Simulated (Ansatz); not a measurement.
## Abstraction of Cl: SiH3Cl + GeH2Cl → SiH3 + GeH2Cl2

Species: SiH3Cl (chlorosilane) `[SiH3]Cl`, singlet; GeH2Cl `[Cl][GeH2]`, doublet; SiH3 (silyl radical) `[SiH3]`, doublet; GeH2Cl2 `[Cl][GeH2][Cl]`, singlet. A radical takes Cl: the energy is the difference in strength between the Si–Cl bond broken and the Ge–Cl bond made.

Shapes, held fixed at every level: PBE0-D4/def2-TZVP. Programs: Ansatz 0.2.0. The zero-point and thermal change to 298 K, harmonic and unscaled (PBE0-D4/def2-TZVP), is -2.3 kJ/mol.

Q: Estimate ΔH(298 K) of this reaction.

A: The highest level, CCSD(T)/def2-TZVPP, gives ΔH(298 K) = +40.7 kJ/mol; the levels span +31.6 to +56.4. The column of differences is taken from that level and isn't an error. No measured value is set beside it here. Open shells run unrestricted unless RO is named. Relativity is left out for Ge unless named. Correlated rows may include outer-core shells of Ge, which these sets cover unevenly. Times are processor times on shared x86 and Arm servers, and rough.

```csv
level,kind,ΔH(298 K) (kJ/mol),less CCSD(T)/def2-TZVPP,CPU time (sum over the molecules)
HF/def2-TZVPP,Hartree–Fock,+44.4,+3.7,–
r2SCAN-D4/def2-TZVPP,meta-GGA,+44.0,+3.3,32 s
BHLYP-D4/def2-TZVPP,global hybrid,+49.0,+8.3,17 s
PBE0-D4/def2-TZVPP,global hybrid,+44.2,+3.5,15 s
wB97M-V/def2-TZVPP,range-separated hybrid,+56.4,+15.7,62 s
wB97X-V/def2-TZVPP,range-separated hybrid,+47.7,+7.0,43 s
MP2/def2-SVP,perturbation theory,+31.6,-9.1,–
CCSD(T)/def2-TZVPP,coupled cluster or CI,+40.7,0.0,69 s
```

Chlorine transfer from silicon to germanium is endothermic at every level, so the Si–Cl bond broken is stronger than the Ge–Cl bond made. Germanium's filled 3d shell screens the nuclear charge poorly, leaving it more electronegative than its place below silicon would suggest. Its bond to chlorine is therefore less polar, and it is also longer, with weaker overlap; both reduce the ionic and covalent contributions to bonding.

Hartree–Fock lies only 3.7 kJ/mol above CCSD(T), which suggests that much of the correlation energy cancels when one element–chlorine bond replaces another and the number of unpaired electrons is unchanged. The direction of the reaction enthalpy is thus secure, but its size is less so, with wB97M-V well above the other levels. The low MP2 value can't be assigned to perturbation theory alone, since its basis is also smaller. Because the germanium centre already carries a chlorine, the enthalpy combines the change of element with a substituent effect, and this reaction alone can't separate them.
